**Model and conventions.** I work with an n-channel transistor on p-type Si, source, drain and bulk grounded. The gate sees a trapezoid with base $V_b$, top $V_b+\Delta V_g$, dwell times $t_h,t_l$ and edges $t_r=t_f$. Voltages are counted from the static flat band $V_{fb}$, $\phi_t=kT/q$, and $y=\psi_s/\phi_t>0$ means bending toward inversion. The densities $n_s,p_s$ are volume densities at the surface and $c=\sigma v_{th}$.

With capture only, a trap fills by the exponent $a=c_nn_st_h$ at the top and empties by $b=c_pp_st_l$ at the base. Periodicity, $f_1=1-(1-f_0)e^{-a}$ and $f_0=f_1e^{-b}$, gives the swing per cycle

$$\Delta f=\frac{(1-e^{-a})(1-e^{-b})}{1-e^{-a-b}}.\tag{1}$$

I define $V_{t,cp}$ by $a=1$ and $V_{fb,cp}$ by $b=1$. Pumping needs $V_b+\Delta V_g>V_{t,cp}$ and $V_b<V_{fb,cp}$. At fixed amplitude the plateau is $V_{t,cp}-\Delta V_g<V_b<V_{fb,cp}$, of width $\Delta V_g-\Delta_{cp}$ with $\Delta_{cp}=V_{t,cp}-V_{fb,cp}$. At fixed $V_b<V_{fb,cp}$ there is one capture edge, at $\Delta V_g^*=V_{t,cp}-V_b$.

Classical Boltzmann electrostatics links density to voltage:

$$\frac{V-V_{fb}}{\phi_t}=y\pm\beta\sqrt{G},\qquad G=e^{-y}+y-1+\nu^2(e^{y}-y-1),\tag{2}$$

with the sign of $y$, $p_s=N_Ae^{-y}$, $n_s=N_A\nu^2e^{y}$.

**Dimensionless groups.** Voltages scale with $\phi_t$, lengths in Si with the Debye length $L_D=(\epsilon_s\phi_t/qN_A)^{1/2}$, times with $1/cN_A$. What remains is $\nu=n_i/N_A$, $\beta=\sqrt2\,\epsilon_s/(L_DC_{ox})$, $A=cN_At$ for each carrier, $\Delta V_g/\phi_t$, $(V_b-V_{fb})/\phi_t$, $t_r/t_h$, a trap loading $\eta$ and the interlayer thickness over a tunnelling length. The two levels depend only on $\nu,\beta,A$. For equal $c$ and equal dwell times,

$$y_p=\ln A=y_F-L,\qquad y_n=y_F+L,\qquad y_F=\ln(1/\nu),\qquad L=\ln\frac{1}{cn_it_h}.$$

Frequency and cross-section enter only through $ct$, so a factor in $\sigma$ cannot be told from the same factor in $t$.

**Inputs**, all typical or assumed: 300 K; 1.0 nm SiO$_2$ ($\kappa=3.9$) under 2.0 nm HfO$_2$ ($\kappa\approx20$); $\epsilon_s=11.7\epsilon_0$; $N_A=5\times10^{-4}$ nm$^{-3}$; $n_i\approx10^{-11}$ nm$^{-3}$; $\sigma_n=\sigma_p=0.1$ nm$^2$; $v_{th}\approx10^{14}$ nm/s; $D_{it}=10^{-3}$ nm$^{-2}$eV$^{-1}$, flat; $f=1$ MHz, $t_r=50$ ns, $t_h=t_l=450$ ns; $V_b=V_{fb}-0.3$ V. I carry unrounded intermediates.

Then $\phi_t=25.85$ mV, EOT $=1.39$ nm, $C_{ox}/q=0.155$ nm$^{-2}$V$^{-1}$, $L_D=5.78$ nm, $\beta=1.020$, $A=2250$, $y_F=17.73$, $L=10.01$, $y_p=7.72$, $y_n=27.74$. The critical density is $2.2\times10^{-7}$ nm$^{-3}$, far below $N_A$ and far above $n_i$. So $V_{t,cp}$ lies in weak inversion, and $V_{fb,cp}$ lies in depletion, above the static flat band. From (2), $V_{fb,cp}=0.268$ V, $V_{t,cp}=0.853$ V, $\Delta_{cp}=0.585$ V, against 1.074 V for the static threshold at $y=2y_F$. The model's onset amplitude is $\Delta V_g^*=1.153$ V.

**Dependence on $A$.** Since $dy_n=dL=-d\ln t_h$ and $dy_p=-dL$, the slopes are $dV_{t,cp}/d\ln(1/t_h)=m_n\phi_t$ and $dV_{fb,cp}/d\ln(1/t_l)=-m_p\phi_t$, where $m=1+\beta|G'|/(2\sqrt G)$ is the local body factor at each level. On the electron side, with $z=n_s/N_A$,

$$m=1+\frac{\beta(1+z)}{2\sqrt{y-1+z}}.\tag{3}$$

For $A\gg1$ we have $z=1/A\to0$ and $m=1+\beta/(2\sqrt{y-1})=1+C_d/C_{ox}$ on both sides. I get $m_n=1.099$, $m_p=1.197$, so 28.4 mV and $-30.9$ mV per unit logarithm, or 65.4 mV and $-71.2$ mV per decade. The plateau shrinks by 59.3 mV per unit. The leading curvature is $dm/dy=-\beta/[4(y-1)^{3/2}]$: per unit $\ln f$, $m_n$ changes by $-0.0018$ and $m_p$ by $+0.015$. The electron edge is logarithmic over many decades, the hole edge visibly less so.

The crossover begins at $A=1$, where $V_{t,cp}$ reaches the static threshold and $V_{fb,cp}$ reaches $V_{fb}$ with $m_p=1+\beta/\sqrt2=1.72$. That needs $t=0.2$ ns here, or 20 ns for $\sigma=10^{-3}$ nm$^2$. On the electron side (3) reaches $m=2$ only at $z\approx13$. For $z\gg y$, $m-1\to\beta\sqrt z/2$, which is half the oxide voltage over $\phi_t$; the oxide voltage then grows as $\sqrt{n_s}\propto f^{1/2}$ and the logarithm is lost.

**From $t_h$ to $f$.** The slope per $\ln f$ equals $m_n\phi_t$ only if $t_h\propto1/f$. With fixed edges $t_h=1/2f-t_r$, and the slope becomes $m_n\phi_t/(1-2ft_r)=31.6$ mV. This correction exceeds the one from $m_n-1$, so extracting $m$ from a sweep at fixed $t_r$ without it would double $C_d$. The ramps also add capture time: on them $n_s$ falls as $\exp[-\Delta V_g\,t/(t_rm\phi_t)]$, and the two integrals give $t_{\rm eff}=t_h+2t_rm\phi_t/\Delta V_g$, an addition of 2.5 ns. That is also the crossover dwell time. Below it the pulse acts as a triangle, $t_{\rm eff}=m\phi_t/(f\Delta V_g)$, and $V_{t,cp}$ acquires a logarithm of the amplitude.

**Dependence on $\beta$.** In depletion and weak inversion

$$\Delta_{cp}=\phi_t\left[2L+\beta\left(\sqrt{y_n-1}-\sqrt{y_p-1}\right)\right]=2L\phi_t\left[1+\frac{\beta}{\sqrt{y_n-1}+\sqrt{y_p-1}}\right].$$

For small $\beta$ the gap is $2L\phi_t=0.517$ V, free of doping and oxide; the correction is 0.068 V. The terms are equal at $\beta=7.8$, an EOT of 10.6 nm at this doping, and beyond that $\Delta_{cp}$ is dominated by a term linear in EOT. The HfO$_2$ stack sits well on the thin side.

**Dependence on $L$.** The gap closes at $cn_it=1$, that is 10 ms or 50 Hz at 300 K. Near there thermal emission keeps pace with the dwell time and the edges lose their meaning. With $n_i\propto T^{3/2}e^{-E_g/2kT}$, $v_{th}\propto T^{1/2}$ and $E_g\approx1.12$ eV held fixed, $L=0$ at 1 MHz falls at $5.1\times10^{2}$ K; gap shrinkage lowers this somewhat.

**Small amplitude.** At $\Delta V_g=\Delta_{cp}$ the plateau is a point with $a=b=1$. On the line $a=b$, (1) is $\tanh(a/2)$, here 0.46. Below that amplitude $\Delta f\to ab/(a+b)$, and at $a=b$ the swing is $\tfrac12\exp[-(\Delta_{cp}-\Delta V_g)/((m_n+m_p)\phi_t)]$ for traps near midgap.

**Shape of the amplitude edge.** For $b\gg1$, (1) gives $1-e^{-a}$ with $\ln a=(\Delta V_g-\Delta V_g^*)/m_n\phi_t$. Its slope in $\ln a$ is $ae^{-a}$, largest at $a=1$, so the criterion marks the inflection point. But capture here takes the whole dwell, and emission competes. A trap at $u=(E-E_i)/kT$ has the emission exponent $\varepsilon=e^{|u|-L}$ during $t_h$: electrons back to the channel above midgap, holes back to the bulk below. In both halves the net number of channel electrons taken is $\frac{a}{a+\varepsilon}(1-e^{-a-\varepsilon})$. I cut the energy window sharply where the trap emits within the ramp, at $\varepsilon=r=t_h/t_{em}$, with the usual estimate $t_{em}=t_r\Delta_{cp}/\Delta V_g$; at onset $r=17.7$. Using $du=d\varepsilon/\varepsilon$, partial fractions in $\varepsilon$, and dropping terms of order $e^{-L}$ and $e^{-r}$, the charge per area and cycle is $2qD_{it}kT\,J$ with

$$J(a)=(1-e^{-a})L+\gamma e^{-a}+E_1(a)+\ln\frac{ar}{a+r},\tag{4}$$

where $\gamma$ is Euler's constant and $E_1$ the exponential integral. The plateau value is $W=L+\ln r=12.88$, a window of $2WkT=0.67$ eV, $N_{it}=6.7\times10^{-4}$ nm$^{-2}$ and 0.11 nA per µm$^2$ of gate. A 30 per cent change in $t_{em}$ moves $W$ by 2 per cent.

| $a$ | $\Delta V_g-\Delta V_g^*$ (mV), from (2) | $1-e^{-a}$ | $J/W$, $r$ fixed |
|---|---|---|---|
| 0.1 | $-66$ | 0.10 | 0.08 |
| 1 | 0 | 0.63 | 0.52 |
| 10 | 65 | 1.00 | 0.92 |
| 100 | 130 | 1.00 | 0.99 |

Three regimes follow from (4). For $a\ll1$, $J=a(L+1-\gamma-1/r)$, exponential in amplitude. For $1\ll a\ll r$, $J\approx L+\ln a$, a shoulder linear in voltage as the window opens with the surface Fermi level; the share of the plateau gained this way is $\ln r/W=0.22$. For $a\gg r$, $J=W-r/a$. The inflection, from $(1-a)(L-\gamma)+1=e^{a}r/(a+r)^2$, moves only to $a=1.09$, or 2 mV. So the steepest point locates $V_{t,cp}$ well, while a fixed fraction of the plateau does not. At large amplitude $r\propto\Delta V_g$ and the plateau creeps with $d\ln J/d\ln\Delta V_g=1/W=0.078$.

**Trap loading.** Filling the window costs $qN_{it}/C_{ox}=4.3$ mV of gate voltage, which stretches the edge. The group is $\eta=qN_{it}/(C_{ox}m_n\phi_t)=0.15$; it reaches 1 at $D_{it}=6.6\times10^{-3}$ nm$^{-2}$eV$^{-1}$, above which the edge width measures trap charge and not kinetics. The static term $q^2D_{it}/C_{ox}=0.006$ does not carry over into $m$ in full. At the end of the dwell traps below $u=-L$ are full, those within $\pm L$ are filled to $1-e^{-a}$, and those above are empty, so the trapped number varies as $(1-2e^{-a})D_{it}kT\,L$. The weight is 0.26 at $a=1$ and tends to 1 only for $a\gg1$.

**Traps in the dielectric.** I let the cross-section decay with depth, $\sigma(x)=\sigma e^{-x/\lambda}$, with $\lambda=\hbar/(2\sqrt{2m^*\Phi})$. For SiO$_2$ I take $m^*\approx0.5m_e$ for both carriers and approximate barriers of 3.1 eV and 4.7 eV: $\lambda_n=0.0784$ nm, $\lambda_p=0.0637$ nm. Each depth has its own pair of levels, $a e^{-x/\lambda_n}=1$ and $be^{-x/\lambda_p}=1$, with fronts $x_n=\lambda_n\ln a$ and $x_p=\lambda_p\ln b$. When one front lies well short of the other, (1) integrates over depth to

$$\int_0^\infty\!\left(1-e^{-s\,e^{-x/\lambda}}\right)dx=\lambda\left[\ln s+\gamma+E_1(s)\right],$$

with $s$ and $\lambda$ those of the shallower front.

Above onset the electron front is the shallower one and advances at $dx_n/dV=\lambda_n/m\phi_t$, which is 2.8 nm/V in weak inversion. In strong inversion (3) slows it toward $2\lambda_n$ per unit logarithm of the oxide voltage. The base level fixes the hole front: (2) gives $y=-4.08$, $\ln b=11.80$, $x_p=0.75$ nm, and a saturated depth $\lambda_p(\ln b+\gamma)=0.79$ nm. The fronts meet at $\ln a=9.6$, $z=6.5$, $\Delta V_g=1.44$ V, where the rate has dropped to 1.9 nm/V. A uniform density $N_{bt}$ inside the window therefore adds a nearly linear ramp between the two amplitudes and then saturates. It matches the interface charge at $N_{bt}=8\times10^{-4}$ nm$^{-3}$. Deep traps also emit more slowly, so their window widens with depth, by at most the factor $E_g/2WkT=1.7$.

The HfO$_2$ boundary at 1.0 nm needs $\ln b=15.7$ for holes, reached at this base only near $2\times10^{4}$ Hz. I trust the order of magnitude alone, since 10 per cent in $m^*$ changes the required $t_l$ by a factor 2.2. Electrons need $\ln a=12.8$, about $\Delta V_g=1.7$ V at 1 MHz.

**What the classical model omits.** At the base $p_s=0.030$ nm$^{-3}$, and at the last point $n_s=0.08$ nm$^{-3}$; both reach or exceed the band densities of states, approximately 0.03 nm$^{-3}$, so Boltzmann statistics overstate them. A factor 3 in $p_s$ is 0.07 nm in $x_p$. Confinement matters more for the levels. At $V_{t,cp}$ the surface field is $\sqrt{2G}\,\phi_t/L_D=0.033$ V/nm, and a triangular well with $m^*\approx0.92m_e$ puts the lowest subband at $E_0=0.08$ eV, about 3 $kT$. This pushes $V_{t,cp}$ and the onset up by an amount of that order. The slope is safer: $E_0\propto G^{1/3}$ changes by $E_0/3G=1.0$ meV per unit $\ln f$, 4 per cent of $m_n\phi_t$. The third decimal of the levels therefore serves only for differences.

The model's amplitude curve thus has an onset near 1.15 V, a ramp from dielectric traps, and saturation near 1.44 V set by hole capture at the base. The saturation is the weakest part. As typical knowledge, HfO$_2$ stacks swept in amplitude from an accumulation base often keep rising at large top level, because traps in the HfO$_2$ fill there and discharge at the base by tunnelling back to the Si conduction band, a path that needs no hole capture at the trap. The model lacks this path, so above the knee it can fall short of such a stack's charge per cycle by a factor of several, and by more as the frequency is lowered.